The flat f level in the hybridisation gap of a Kondo insulator

The periodic Anderson model couples a conduction band ε_k ∈ [−D, D] to an f level through a k-independent V₀. Measure energies from the band centre, assume particle-hole symmetry, and linearise a local f self-energy, ω − Σ(ω) = ω/Z. Give the f states a bare dispersion w₀ε_k/D, with w₀ > 0 when it follows the conduction band. The quasiparticle condition (ω/Z − w₀ε_k/D)(ω − ε_k) = V₀², multiplied by Z, is the secular equation of a 2×2 matrix with diagonal ε_k, λε_k and off-diagonal V, where V² = ZV₀², w = Zw₀ and λ = w/D:

E± = (1+λ)ε_k/2 ± √[(1−λ)²ε_k²/4 + V²].

Where flatness enters. The direct gap E₊ − E₋ is smallest at ε_k = 0 and equals 2V, whatever the small λ. The indirect gap compares different k. For λ = 0 both branches rise with ε_k, so Δ₀ = E₊(−D) − E₋(D) = R − D ≈ 2V²/D, with R = √(D² + 4V²). These edge states have f weight a_f = (1 + D/R)/2, and the result assumes equal f energies at ε_k = ±D to well within V²/D.

First correction. The term λε_k shifts E₋(D) by +a_f w and E₊(−D) by −a_f w, so at fixed V

δΔ = −2a_f w = −(1 + D/R)w, δΔ/Δ₀ ≈ −wD/V² = −w₀D/V₀².

Z cancels: correlations narrow the f band and the gap alike. While the extrema stay at the band edges, the full expression is Δ = √[(D−w)² + 4V²] − D − w, which vanishes at w = V²/D; beyond that the bands overlap. For an inverted f band, λ = −μ < 0, dE₋/dε_k vanishes at ε* = V(1−μ)/[√μ(1+μ)]. Once ε* < D the extrema move there and Δ = 4V√μ/(1+μ).

Size for Ce₃Bi₄Pt₃. Take the approximate inputs Δ₀ = 10 meV and D = 1 eV. V is fitted to the gap: V² = Δ₀(Δ₀ + 2D)/4 gives V = 71 meV, 2V = 142 meV and a_f = 0.995, so δΔ = −1.99w. The model does not fix w; the illustrative Z = 0.05 and |w₀| = 20 meV give |w| = 1 meV. The gap becomes 8.0 meV for w > 0 and 12.0 meV for w < 0, a 20 % change, with a second-order term 2w²V²/R³ of 1×10⁻⁵ meV. It closes at w = 5.0 meV (w₀ = 0.10 eV); the extrema leave the edges at w = −4.9 meV, where Δ = 19.8 meV. Holding Δ at 10 meV instead requires V² = (Δ + 2w)(Δ + 2D)/4, so 2V becomes 155 or 127 meV for w = +1 or −1 meV.

Competing terms. A 10 % change of V at the band edges shifts Δ by 4V δV/R = 2.0 meV, as much as w does. Curvature of Σ matters less. The upper edge obeys g(ω) ≡ ω − Σ(ω) ≈ V₀²/D − w₀, so at fixed Σ the relative shift is divided by ωg′/g. Without excitons the poles ±x of Σ lie above the three-particle threshold 3Δ/2, three times the edge energy ω = Δ/2. Each pair adds to g a positive multiple of ω/(x² − ω²), whose logarithmic slope (x² + ω²)/(x² − ω²) is at most 1.25, so 20 % falls to no less than 16 %. The direct gap lies far outside the linear range of Σ, and as a threshold for optical absorption in the real multiband compound 2V is too high by a large factor.